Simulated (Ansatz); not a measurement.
LaTe: the change of pressure and formation energy with volume per atom

All results are calculated (Ansatz 0.2.0). Plane-wave density functional theory, PAW datasets, Gaussian smearing 0.05 eV: one cell in which all forces lie under 0.002 eV/angstrom; stress (xx yy zz yz xz xy) and pressure positive in compression; site moments are of spin alone; formation energy from the elements run alike, uncorrected.

Cell of the first row (space group Fm-3m, No. 225):
```
cell vectors (Å)
   0.0000     3.1526     3.1526
   3.1526     0.0000     3.1526
   3.1526     3.1526     0.0000
atoms (fractions of the cell vectors)
La  0.50000  0.50000  0.50000
Te  0.00000  0.00000  0.00000
```

Settings of every row: paw set soft_2; functional PBEsol; spin treatment none; moment partition spheres; spin axis none; wave cutoff 420 eV; k mesh 8x8x8; SCF start atoms; lower state search light; symmetry use detected.

Atom first moment, atom hubbard u: 0 on all atoms.

Limits: no spin-orbit coupling, which can matter with elements this heavy.

| row | volume per atom (Å³) | pressure (GPa) | formation energy (eV per atom) | energy above relaxed cell (meV per atom) |
| --- | --- | --- | --- | --- |
| 1 | 31.333 | 2.767 | -1.5896 | 10.88 |
| 2 | 31.986 | 1.308 | -1.5979 | 2.62 |
| 3 | 32.639 | 0.001 | -1.6005 | 0 |
| 4 | 33.123 | ? | ? | ? |
| 5 | 33.292 | -1.169 | -1.5981 | 2.42 |
| 6 | 33.438 | -1.414 | -1.5969 | 3.6 |
| 7 | 33.944 | -2.216 | -1.5911 | 9.36 |

Question: what pressure and formation energy should row 4 give?

Worked fit of pressure. Take u = (V_r/V)^(2/3) − 1 with V_r = 32.966 Å³ an atom, which is twice the finite (Eulerian) strain; such expansions in the strain, on which the Birch-Murnaghan equation of state is built, carry the rest volume and the bulk modulus. The shown rows have u = 0.03445, 0.02032, 0.00667, -0.00654, -0.00943, -0.0193. Least squares give pressure = −0.6011 + 88.592 × u + 259.12 × u² + 213 × u³ GPa; a parabola predicts inner rows, each left out in turn, worse (root mean square 0.0015 against 0.00073 GPa). All shown rows lie on it to the printed digit. The pressure vanishes at u = 0.0067, or V = 32.64 Å³ an atom, and there the bulk modulus at fixed shape and fractions is B = −V dP/dV = (2/3)(1 + u) dP/du = 61.8 GPa. The withheld row has u = -0.00316, so the fit gives −0.6011 + 88.592 × (-0.00316) + 259.12 × (-0.00316)² + 213 × (-0.00316)³ = -0.878 GPa.

The calculation gave -0.879 GPa. The fit lies 0.001 GPa (0.02 % of the column's range) above it, one unit of the last digit.

Worked fit of formation energy. Take u = (V_r/V)^(2/3) − 1 with V_r = 32.966 Å³ an atom, which is twice the finite (Eulerian) strain; such expansions in the strain, on which the Birch-Murnaghan equation of state is built, carry the rest volume and the bulk modulus. The shown rows have u = 0.03445, 0.02032, 0.00667, -0.00654, -0.00943, -0.0193. Least squares give formation energy = −1.59991 − 0.1854 × u + 14.059 × u² eV per atom; a straight line predicts inner rows, each left out in turn, worse (root mean square 0.0038 against 3e-05 eV per atom). All shown rows lie on it to the printed digit. The withheld row has u = -0.00316, so the fit gives −1.59991 − 0.1854 × (-0.00316) + 14.059 × (-0.00316)² = -1.5992 eV per atom.

The calculation gave -1.5991 eV per atom. The fit lies 0.0001 eV per atom (0.92 % of the column's range) below it, one unit of the last digit.

The other values of row 4: energy above relaxed cell 1.34 meV per atom.
